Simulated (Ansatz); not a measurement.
## SnW3: the change of formation energy and pressure with volume per atom

Plane-wave density functional theory, PAW datasets, Gaussian smearing 0.05 eV: one cell in which all forces lie under 0.002 eV/angstrom; stress (xx yy zz yz xz xy) and pressure positive in compression; site moments are of spin alone; formation energy from the elements run alike, uncorrected. The results are calculated, by Ansatz 0.2.0.

Cell of the first row (space group Pm-3m, No. 221):
```
cell vectors (Å)
   3.9966     0.0000     0.0000
   0.0000     3.9966     0.0000
   0.0000     0.0000     3.9966
atoms (fractions of the cell vectors)
W   0.00000  0.50000  0.50000
W   0.50000  0.50000  0.00000
W   0.50000  0.00000  0.50000
Sn  0.00000  0.00000  0.00000
```

Settings of every row: paw set soft_2; functional PBEsol; spin treatment none; moment partition spheres; spin axis none; wave cutoff 420 eV; k mesh 8x8x8; SCF start atoms; lower state search light; symmetry use detected.

Atom first moment, atom hubbard u: 0 on all atoms.

Limits: formation energy without spin-orbit coupling on heavy elements; the cell comes from a prototype or a list of computed structures and needn't be the stable phase.

| row | volume per atom (Å³) | formation energy (eV per atom) | pressure (GPa) | energy above relaxed cell (meV per atom) |
| --- | --- | --- | --- | --- |
| 1 | 15.959 | 0.5919 | 11.24 | 22.36 |
| 2 | 16.067 | 0.585 | 9.26 | 15.5 |
| 3 | 16.292 | 0.5749 | 5.34 | 5.37 |
| 4 | 16.624 | 0.5695 | 0.03 | 0 |
| 5 | 16.957 | ? | ? | ? |
| 6 | 17.289 | 0.5891 | -9.03 | 19.58 |
| 7 | 17.738 | 0.6218 | -14.13 | 52.32 |

Question: what formation energy and pressure should row 5 give?

Worked fit of formation energy. Take u = (V_r/V)^(2/3) − 1 with V_r = 16.458 Å³ an atom, which is twice the finite (Eulerian) strain; such expansions in the strain, on which the Birch-Murnaghan equation of state is built, carry the rest volume and the bulk modulus. The shown rows have u = 0.02074, 0.01616, 0.00678, -0.00667, -0.03231, -0.04871. Least squares give formation energy = 0.57088 + 0.3965 × u + 29.623 × u² eV per atom; a straight line predicts inner rows, each left out in turn, worse (root mean square 0.015 against 0.00011 eV per atom). The rows lie off it by 0.0001, 0.0000, 0.0000, -0.0001, 0.0001, -0.0001. The withheld row has u = -0.01972, so the fit gives 0.57088 + 0.3965 × (-0.01972) + 29.623 × (-0.01972)² = 0.5746 eV per atom.

The calculation gave 0.5746 eV per atom. The fit meets it to the printed digit.

Worked fit of pressure. Take u = (V_r/V)^(2/3) − 1 with V_r = 16.458 Å³ an atom, which is twice the finite (Eulerian) strain; such expansions in the strain, on which the Birch-Murnaghan equation of state is built, carry the rest volume and the bulk modulus. The shown rows have u = 0.02074, 0.01616, 0.00678, -0.00667, -0.03231, -0.04871. Least squares give pressure = 2.619 + 394.18 × u + 1034.5 × u² GPa; a straight line predicts inner rows, each left out in turn, worse (root mean square 0.53 against 0.0086 GPa). The rows lie off it by 0.00, 0.00, 0.00, -0.01, 0.01, 0.00. The pressure vanishes at u = -0.0068, or V = 16.63 Å³ an atom, and there the bulk modulus at fixed shape and fractions is B = −V dP/dV = (2/3)(1 + u) dP/du = 252 GPa. The withheld row has u = -0.01972, so the fit gives 2.619 + 394.18 × (-0.01972) + 1034.5 × (-0.01972)² = -4.75 GPa.

The calculation gave -4.75 GPa. The fit meets it to the printed digit.

The other values of row 5: energy above relaxed cell 5.1 meV per atom.
